\section*{Coulomb and resonance integrals for 1s orbitals in H$_2^+$ and its general-$Z$ analogues}

\subsection*{Statement}

Atomic units are used (bohr, hartree $E_h$). Two fixed point nuclei $a$ and $b$ of charge $Z$ lie a distance $R$ apart, and $r_a$, $r_b$ are the distances of the electron from them. The orbitals are real normalised 1s functions with a common exponent $\zeta>0$,
\begin{equation}
a=(\zeta^3/\pi)^{1/2}e^{-\zeta r_a},\qquad b=(\zeta^3/\pi)^{1/2}e^{-\zeta r_b},\qquad w=\zeta R .
\end{equation}
The Coulomb integral $J$, the resonance integral $K$ and the overlap $S$ are
\begin{align}
J&=\langle a|r_b^{-1}|a\rangle=\frac1R-P,\qquad P=e^{-2w}\Big(\zeta+\frac1R\Big),\label{J}\\
K&=\langle a|r_a^{-1}|b\rangle=\langle a|r_b^{-1}|b\rangle=\zeta e^{-w}(1+w),\label{K}\\
S&=\langle a|b\rangle=e^{-w}\big(1+w+\tfrac13w^2\big).\label{S}
\end{align}
Here $J$ and $K$ are positive one-electron integrals that carry no nuclear charge, so the attraction energies are $-ZJ$ and $-ZK$. They differ from the two-electron Coulomb and exchange integrals written with the same letters, and from the H\"uckel parameters $\alpha=H_{aa}$ and $\beta=H_{ab}$, which contain them. Three properties hold.

(i) $-J$ is the electrostatic potential at $b$ of the cloud of charge density $-a^2$. The charge penetration term $P>0$ is the amount by which $J$ falls short of the point-charge value $1/R$.

(ii) $J$ and $K$ both tend to $\zeta$ as $R\to0$.

(iii) For $H=-\tfrac12\nabla^2-Z/r_a-Z/r_b+Z^2/R$ and $\zeta=Z$, the functions $a\pm b$ have the energies
\begin{equation}
E_\pm=-\frac{Z^2}{2}+\frac{Z^2}{R}-Z\,\frac{J\pm K}{1\pm S}.\label{E}
\end{equation}

\subsection*{Proof of the Coulomb integral}

The density $\rho(r)=a^2=(\zeta^3/\pi)e^{-2\zeta r}$ is spherical about $a$. With the polar axis towards $b$, $r=r_a$ and $t=\cos\theta$, the distance to $b$ is $r_b=(r^2+R^2-2rRt)^{1/2}$. Only $1/r_b$ depends on $t$, and $\partial r_b/\partial t=-rR/r_b$, so its angular mean is
\begin{equation}
\frac12\int_{-1}^{1}\frac{dt}{r_b}=\frac{(r+R)-|r-R|}{2rR}=\frac{1}{\max(r,R)} .
\end{equation}
This is the shell theorem: a shell inside radius $R$ acts as if its charge sat at $a$, and a shell outside gives a constant potential. Hence
\begin{equation}
J=\frac1R\int_0^R4\pi r^2\rho\,dr+\int_R^\infty4\pi r\rho\,dr=\frac{1-Q}{R}+U ,
\end{equation}
where normalisation has been used. Integration by parts gives the charge $Q$ outside $R$ and its potential $U$:
\begin{align}
Q&=4\zeta^3\int_R^\infty r^2e^{-2\zeta r}dr=e^{-2w}(1+2w+2w^2),\\
U&=4\zeta^3\int_R^\infty r\,e^{-2\zeta r}dr=\zeta e^{-2w}(1+2w).
\end{align}
Since $w/R=\zeta$, $Q/R=e^{-2w}(1/R+2\zeta+2\zeta w)$, and the terms $2\zeta w$ cancel in the difference:
\begin{equation}
P=\frac QR-U=\int_R^\infty4\pi r^2\rho\Big(\frac1R-\frac1r\Big)dr=e^{-2w}\Big(\zeta+\frac1R\Big).\label{P}
\end{equation}
This proves \eqref{J}. The integrand in \eqref{P} is positive, so $J<1/R$ at every distance. The penetration term is not $Q/R$, because the outer charge still contributes $1/r$ in place of $1/R$. Differentiation gives $dJ/dR=-(1-Q)/R^2$, the Gauss-law field of the enclosed charge, which completes (i).

\subsection*{Proof of the resonance and overlap integrals}

The product $ab$ depends on $r_a+r_b$ only, which calls for prolate spheroidal coordinates. Put $a$ at $z=-R/2$ and $b$ at $z=+R/2$, let $s$ be the distance from the axis, and define $\mu\in[1,\infty)$, $\nu\in[-1,1]$ by
\begin{equation}
z=\tfrac R2\mu\nu,\qquad s^2=\tfrac{R^2}{4}(\mu^2-1)(1-\nu^2).
\end{equation}
Expanding $s^2+(z\pm R/2)^2=\tfrac{R^2}{4}(\mu\pm\nu)^2$ shows that $r_a=\tfrac R2(\mu+\nu)$ and $r_b=\tfrac R2(\mu-\nu)$. The volume element is $d(s^2/2)\,dz\,d\phi$, with the Jacobian
\begin{equation}
\frac{\partial(s^2/2,\,z)}{\partial(\mu,\nu)}=\frac{R^3}{8}\big[\mu^2(1-\nu^2)+\nu^2(\mu^2-1)\big]=\frac{R^3}{8}(\mu^2-\nu^2)=\frac R2\,r_ar_b .
\end{equation}
The factor $r_a$ removes the singularity of $1/r_a$. With $ab=(\zeta^3/\pi)e^{-w\mu}$ and $A_n=\int_1^\infty\mu^ne^{-w\mu}d\mu$, integration by parts yields
\begin{equation}
A_0=\frac{e^{-w}}{w},\qquad A_1=e^{-w}\Big(\frac1w+\frac1{w^2}\Big),\qquad A_2=e^{-w}\Big(\frac1w+\frac2{w^2}+\frac2{w^3}\Big).
\end{equation}
The $\phi$ integral gives $2\pi$, and
\begin{equation}
K=\frac{\zeta^3}{\pi}\,2\pi\,\frac{R^2}{4}\int_1^\infty\! d\mu\,e^{-w\mu}\int_{-1}^1(\mu-\nu)\,d\nu=\zeta^3R^2A_1=\zeta e^{-w}(1+w).
\end{equation}
The term odd in $\nu$ drops out. Replacing $1/r_a$ by $1/r_b$ changes $\nu$ into $-\nu$ and leaves the value unchanged, which proves both forms of \eqref{K}. In the same way
\begin{equation}
S=\frac{w^3}{4}\int_1^\infty\! d\mu\,e^{-w\mu}\Big(2\mu^2-\frac23\Big)=\frac{w^3}{2}\Big(A_2-\frac{A_0}{3}\Big),
\end{equation}
which reduces to \eqref{S}.

A second route confirms both potential integrals. The kernels $1/r$ and $e^{-\zeta r}/r$ are Green functions of $\nabla^2$ and $\nabla^2-\zeta^2$, each with source $-4\pi\delta$. As functions of the vector $\mathbf R$, $J$ is the convolution of the first kernel with $(\zeta^3/\pi)e^{-2\zeta r}$, and $K$ is the convolution of the second with $(\zeta^3/\pi)e^{-\zeta r}$. Therefore
\begin{equation}
\frac1R\frac{d^2(RJ)}{dR^2}=-4\zeta^3e^{-2w},\qquad \frac1R\frac{d^2(RK)}{dR^2}-\zeta^2K=-4\zeta^3e^{-w}.
\end{equation}
Equations \eqref{J} and \eqref{K} satisfy these. The homogeneous solutions, $1$ and $1/R$ for the first equation and $e^{\pm w}/R$ for the second, have no combination that is finite at $R=0$ and vanishes at infinity, so the solutions are unique.

\subsection*{Limits}

Expansion of the exponentials gives
\begin{equation}
J=\zeta\big(1-\tfrac23w^2+\tfrac23w^3-\dots\big),\quad K=\zeta\big(1-\tfrac12w^2+\tfrac13w^3-\dots\big),\quad S=1-\tfrac16w^2+\dots
\end{equation}
In $J$ the pole $1/R$ cancels against the pole of $P$. The common limit is $\langle a|r_a^{-1}|a\rangle=4\zeta^3\int_0^\infty re^{-2\zeta r}dr=\zeta$, as it must be when $b$ coincides with $a$. This proves (ii). At large $w$, $P$ decays as $e^{-2w}$ because it samples the density of $a$ at distance $R$, while $K$ and $S$ decay as $e^{-w}$ times a polynomial because $ab$ keeps the value $(\zeta^3/\pi)e^{-w}$ along the whole segment between the nuclei.

\subsection*{Proof of the energies}

Direct differentiation gives $-\tfrac12\nabla^2a=(\zeta/r_a-\zeta^2/2)\,a$. Multiplying $Ha$ by $a$ or by $b$ and integrating,
\begin{align}
H_{aa}&=\tfrac12\zeta^2-Z\zeta-ZJ+Z^2/R,\\
H_{ab}&=-\tfrac12\zeta^2S+(\zeta-2Z)K+Z^2S/R .
\end{align}
Inversion through the midpoint exchanges $a$ and $b$ and commutes with $H$, so $a\pm b$ solve the secular problem, with $E_\pm=(H_{aa}\pm H_{ab})/(1\pm S)$. Setting $\zeta=Z$ gives \eqref{E}. In $H_{aa}$ the electrostatic part is $Z^2/R-ZJ=Z(Z-1)/R+ZP$. For $Z>1$ penetration corrects a long-range repulsion. For $Z=1$ the point-charge terms cancel and $P$ is the whole electrostatic interaction of a proton with an undistorted hydrogen atom. It is repulsive because the proton, once inside part of the cloud, sees an incompletely screened nucleus. For $Z=\zeta=1$, measured from the atomic level,
\begin{equation}
E_\pm+\tfrac12=\frac{P\pm B}{1\pm S},\qquad B=\frac SR-K=e^{-R}\Big(\frac1R-\frac{2R}{3}\Big),\label{EB}
\end{equation}
and the mean of the two levels is
\begin{equation}
\tfrac12(E_++E_-)+\tfrac12=\frac{P-SB}{1-S^2}.\label{mean}
\end{equation}
The product $SB$ decays with the same exponential $e^{-2R}$ as $P$ but carries the prefactor $-\tfrac29R^3$ at large $R$, so it outweighs $P$ there.

\subsection*{The omitted polarisation energy}

A 1s basis cannot describe the distortion of the atom by the proton. Its size follows for $Z=1$ from perturbation theory about the atom $a$, with $V=1/R-1/r_b$. The first-order energy is $\langle a|V|a\rangle=P$ exactly. For $r<R$,
\begin{equation}
V=-\sum_{l\ge1}\frac{r^lP_l(t)}{R^{l+1}},
\end{equation}
with Legendre polynomials $P_l$. Each multipole averages to zero over the spherical density, so $P$ comes only from $r>R$, as in \eqref{P}, and no power series in $1/R$ contains it. Let $H_0$ be the Hamiltonian of the atom. For $\psi_0\propto e^{-r}$ and a function $f$, $(H_0+\tfrac12)(f\psi_0)=(-\tfrac12\nabla^2f+\partial_rf)\psi_0$. Take $f_l=r^lP_l\,[1/l+r/(l+1)]$. Since $\nabla^2(r^lP_l)=0$ and $\nabla^2(r^{l+1}P_l)=2(l+1)r^{l-1}P_l$, the bracket equals $r^lP_l$. The first-order function is thus $\sum_lf_l\psi_0/R^{l+1}$. Using $\langle r^n\rangle=(n+2)!/2^{n+1}$ and the angular mean $1/(2l+1)$ of $P_l^2$, the second-order energy is
\begin{equation}
E^{(2)}\sim-\sum_{l\ge1}\frac{1}{(2l+1)R^{2l+2}}\Big[\frac{\langle r^{2l}\rangle}{l}+\frac{\langle r^{2l+1}\rangle}{l+1}\Big]=-\frac{9}{4R^4}-\frac{15}{2R^6}-\frac{525}{8R^8}-\dots\label{pol}
\end{equation}
The series is asymptotic only, because the multipole form of $V$ has been used for all $r$, and third and higher orders are left out. It shifts the even and the odd level alike and so competes with \eqref{mean}.

\subsection*{Range of validity}

Equations \eqref{J}--\eqref{S} are exact for all $R>0$ and $\zeta>0$, given point nuclei and equal exponents. For unequal exponents \eqref{J} holds with the exponent of the cloud, while $K$ and $S$ acquire a $\nu$-dependent exponential and change form. For $w\ll1$ the two terms of $J$ nearly cancel and the series is the safer form.

The energies are approximations. $E_+$ and $E_-$ are variational upper bounds to the lowest even and odd levels of the non-relativistic fixed-nucleus Hamiltonian. As $R\to0$ the electronic part of $E_+$ tends to $\zeta^2/2-2Z\zeta$. Its minimum $-2Z^2$ at $\zeta=2Z$ is the exact united-atom level, whereas $\zeta=Z$ gives $-3Z^2/2$, so the fixed exponent suits large $R$ only. In the same limit $1-S\to w^2/6$ and the basis becomes linearly dependent. At large $R$ the basis misses \eqref{pol}, which decays as a power and finally exceeds every exponential term.

The penetration term is sensitive to the tail of the orbital,
\begin{equation}
\frac{\partial\ln P}{\partial\ln\zeta}=-2w+\frac{w}{1+w}.\label{sens}
\end{equation}
It is a property of the frozen 1s cloud and is not a separately observable part of the molecular energy.

\subsection*{Illustration: H$_2^+$ at $R=6$ bohr}

Take $Z=\zeta=1$, so that $w=6$, $e^{-6}=2.478752\times10^{-3}$ and $e^{-12}=6.144212\times10^{-6}$. The charge outside the sphere through $b$ is $Q=85\,e^{-12}=5.2226\times10^{-4}$. Then $Q/R=8.7043\times10^{-5}\,E_h$ and $U=13\,e^{-12}=7.9875\times10^{-5}\,E_h$, and the difference is
\begin{equation}
P=\tfrac76e^{-12}=7.168\times10^{-6}\,E_h=0.195\ \text{meV}=1.57\ \text{cm}^{-1}.
\end{equation}
Thus $J=0.1666595\,E_h$, below $1/R$ by the fraction $PR=4.30\times10^{-5}$. Further, $K=7e^{-6}=0.0173513\,E_h$, $S=19e^{-6}=0.0470963$ and $B=-9.502\times10^{-3}\,E_h$. Equation \eqref{EB} gives the model levels $E_++\tfrac12=-9.068\times10^{-3}\,E_h$ and $E_-+\tfrac12=9.979\times10^{-3}\,E_h$, with splitting $19.05\times10^{-3}\,E_h=0.518$ eV and mean $4.557\times10^{-4}\,E_h$.

\begin{center}
\begin{tabular}{lcc}
term & value in $E_h$ & magnitude relative to $P$\\ \hline
penetration $P$ & $7.168\times10^{-6}$ & 1\\
resonance $B$ & $-9.502\times10^{-3}$ & $1.3\times10^{3}$\\
overlap term $-SB$ & $4.475\times10^{-4}$ & 62\\
polarisation, $l=1$ (omitted) & $-1.7\times10^{-3}$ & $2.4\times10^{2}$\\
polarisation, $l=2$ (omitted) & $-1.6\times10^{-4}$ & 22\\
polarisation, $l=3$ (omitted) & $-3.9\times10^{-5}$ & 5.5
\end{tabular}
\end{center}

Penetration is the smallest entry. The dipole polarisation, absent from the model, is opposite in sign to the model's mean level and larger in magnitude, so the figures given for $E_\pm$ describe the two-function model and not the ion. Polarisation also reshapes the tail that fixes $P$. On the axis towards $b$ the dipole part of the first-order function changes the amplitude by the fraction $f_1/R^2=r(1+r/2)/R^2$, which is $0.21$ at the midpoint and formally $0.67$ at $r=R$, where the expansion ceases to hold. Equation \eqref{sens} gives $-11.1$, so replacing $\zeta=1$ by the reduced-mass value $m_p/(m_p+m_e)$ of the free atom raises $P$ by $0.6$ per cent. The leading relativistic shift of the 1s level, $-\alpha_{\rm fs}^2/8=-6.7\times10^{-6}\,E_h$ with the fine-structure constant $\alpha_{\rm fs}$, is as large as $P$, though it is already present in the separated atom and enters the interaction energy only through its change with $R$.

The same numbers apply, after a change of units, to one electron shared by two ionised shallow donors in a semiconductor with a single isotropic parabolic valley, when central-cell corrections are neglected. The units become $a^*=a_0\,\epsilon_r/m^*$ and $E_h^*=E_h\,m^*/\epsilon_r^2$, with $m^*$ in electron masses. Typical inputs for GaAs, $m^*\approx0.067$ and $\epsilon_r\approx12.9$, give $a^*=10.2$ nm and $E_h^*=11.0$ meV. At $R=6a^*=61$ nm the model's penetration term is $79$ neV and its level splitting is $0.21$ meV, and the ratios in the table are unchanged. Silicon, with six anisotropic valleys, falls outside the premises, because its donor states are not single 1s envelopes.